Q: I run a process in which hydrogen atoms strip hydrogen from organic molecules. Can I estimate the barrier for a new C–H bond on paper?

A: For the kind of reaction below you can, if you know how far the step runs uphill or downhill. In each row a free hydrogen atom pulls one hydrogen off a carbon atom, leaving H₂ and a carbon radical. The step energy ΔE is the energy of the end less that of the start, and the barrier is the energy of the saddle above the same start. Start and end are the loose complexes reached by relaxing from the saddle to either side; they are the nearest minima and not always the lowest.

Abstraction of hydrogen from C–H bonds by a hydrogen atom, computed with Ansatz 0.2.0 for neutral doublets in the gas phase. Electronic energies are from unrestricted CCSD(T) with frozen cores and unrestricted PBE0-D4, both in the def2-TZVPP basis, at PBE0-D4/def2-TZVP structures.

```
start (SMILES or formula)  step energy, CCSD(T) (kcal/mol)  barrier, CCSD(T) (kcal/mol)  barrier, PBE0-D4 less CCSD(T) (kcal/mol)  breaking bonds at the saddle over their start lengths  forming bonds at the saddle over their end lengths
                   CO.[H]                            -6.58                        10.22                                     -4.68                                                   1.19                                                1.32
                  CCl.[H]                            -2.85                        13.13                                     -4.00                                                   1.24                                                1.24
                   CF.[H]                            -1.25                        13.69                                     -4.32                                                   1.26                                                1.23
                    C.[H]                             2.62                        14.96                                     -2.97                                                   1.33                                                1.17
                C1CC1.[H]                             6.62                        15.41                                     -3.58                                                   1.37                                                1.15
```

Q: What decides the step energy?

A: Mostly the strength of the C–H bond, because the H–H bond gained is the same each time. Methanol loses its hydrogen from carbon, and the radical left behind is steadied by a lone pair on the neighbouring oxygen. That makes the C–H bond weak and the step downhill. Chlorine and fluorine give the same kind of help, but less of it. Cyclopropane lies at the other end: its ring carbons put much s character into their C–H bonds, which makes them strong.

Q: And why should the barrier follow the step energy?

A: At the saddle the old bond is partly lost and the new one partly made, so the saddle feels part of whatever changes the energy of the end. A sketch suggests how large that part is, if the lines for the two bonds are taken to be equally steep. Let x run from 0 at the start to 1 at the end. One line, of steepness s, stands for the cost of stretching the old bond; the other stands for the new bond and falls towards the end:

old bond: E = s·x
new bond: E = s·(1 − x) + ΔE

They cross at

x = 1/2 + ΔE/(2s), E = s/2 + ΔE/2

Raising the end by 1 kcal/mol therefore lifts the crossing by half as much. It also moves the crossing towards the end. In a real molecule the two bonding patterns mix and round off the peak; if that lowering is about the same in every row, it can be absorbed in the constant. The rule is then

barrier ≈ B₀ + ΔE/2

where B₀ is the barrier of a step that runs neither uphill nor downhill.

Q: Is there any sign in the molecules that the crossing moves?

A: Yes, in the shapes of the saddles. In methanol the breaking C–H bond is stretched to 1.19 times its starting length, and in cyclopropane to 1.37 times. The forming H–H bond tightens along the same series, and both changes run the same way from each row to the next. The further downhill a step runs, the earlier its saddle comes and the more it resembles the start; the further uphill, the more it resembles the end. This is Hammond's postulate, and it agrees with the sketch.

Q: What number do I use for B₀?

A: Use 13.6 kcal/mol. It is the mean, over all five rows, of the coupled-cluster barrier less half the step energy. The factor one half comes from the equal steepness assumed in the sketch and was not adjusted to the table.

Q: Show me how it works.

A: Take fluoromethane, with a step energy of −1.25 kcal/mol:

barrier ≈ 13.6 − 0.6 = 13.0 kcal/mol

The computed barrier is 13.7, so the estimate is 0.7 too low. Now take cyclopropane, with a step energy of +6.62:

barrier ≈ 13.6 + 3.3 = 16.9 kcal/mol

Here the computed value is 15.4, and the estimate is 1.5 too high, the largest miss in the table. Both molecules helped to set B₀, so these are illustrations and not independent tests.

Q: What error should I expect for a similar molecule?

A: About 1 kcal/mol against coupled cluster. When each row in turn is left out and estimated from the other four, the typical (root-mean-square) miss is 1.1 kcal/mol. A straight line with a freely fitted slope follows the five rows more closely, but its miss in the same test is 1.4. With so few reactions, the second constant costs more than it brings. For a rate, even a small miss matters: the largest one in the table stands for a factor of about 13 at 300 K. Coupled cluster of this kind is itself less certain where bonds are stretched, as at a saddle, so the error against experiment may be larger.

Q: Does that success mean the sketch is right?

A: Only in part. Marcus's formula, which uses curves in place of straight lines, expects the barrier to climb slightly faster as the saddle becomes later. The table does the opposite. Between methanol and chloromethane the barrier rises by 0.78 kcal/mol for each kcal/mol of step energy, but between methane and cyclopropane by only 0.11. So the reactions do not share one exact B₀, and the rule averages over real differences between them.

Q: What makes cyclopropane easier than the rule says?

A: The calculations here do not settle that. A tempting guess is that a cyclopropyl radical stays bent and so needs less reshaping than a methyl radical, which is flat. The saddle structures do show a more bent carbon in cyclopropane: its remaining C–H bond stands about 45° out of the plane of the ring, while in methane each remaining C–H bond stands about 35° out of the plane of the other two. That fits the guess but does not prove it, because a shape does not tell what the reshaping costs, and that energy was not computed. The cause stays open.

Q: Can I use the rule to say which of two C–H bonds reacts faster?

A: Yes, if their estimated barriers differ by clearly more than the errors of the two estimates added together. Methanol against methane is a safe case. Methane against cyclopropane is not: the rule puts them 2 kcal/mol apart, while coupled cluster finds less than half a kcal/mol. The density functional PBE0 even reverses their order.

Q: I have bond strengths from a handbook. Will they do for ΔE?

A: They will, with one precaution. Handbook values include zero-point and thermal energy, whereas the step energies here are purely electronic and refer to the loose complexes. It is better to start from methane's step energy of 2.6 kcal/mol and add the difference between your C–H bond strength and methane's, since much of the mismatch should then cancel. Whatever error remains in ΔE enters the barrier only by half. The result is still an electronic barrier; a measured activation energy also contains zero-point motion and tunnelling, which matter for so light an atom.

Q: Where must I stop using it?

A: Stay with hydrogen atoms attacking C–H bonds in saturated molecules, the only kind in the table, and with step energies within about 7 kcal/mol of zero. Another attacking radical makes a different bond and needs its own B₀. Strongly downhill steps show why the range matters: at −27 kcal/mol the rule would leave no barrier at all, while Marcus's formula still leaves a small one. The table holds no such steps and cannot say which is nearer the truth.

Q: Could I get a new B₀ from a quick PBE0 calculation?

A: Not without a correction. PBE0 puts these barriers 3 to 5 kcal/mol below coupled cluster, several times the typical error of the rule. Such functionals tend to favour electrons spread over several atoms, as they are at a saddle where one bond is giving way to another. A B₀ taken from them would carry that error into every estimate.
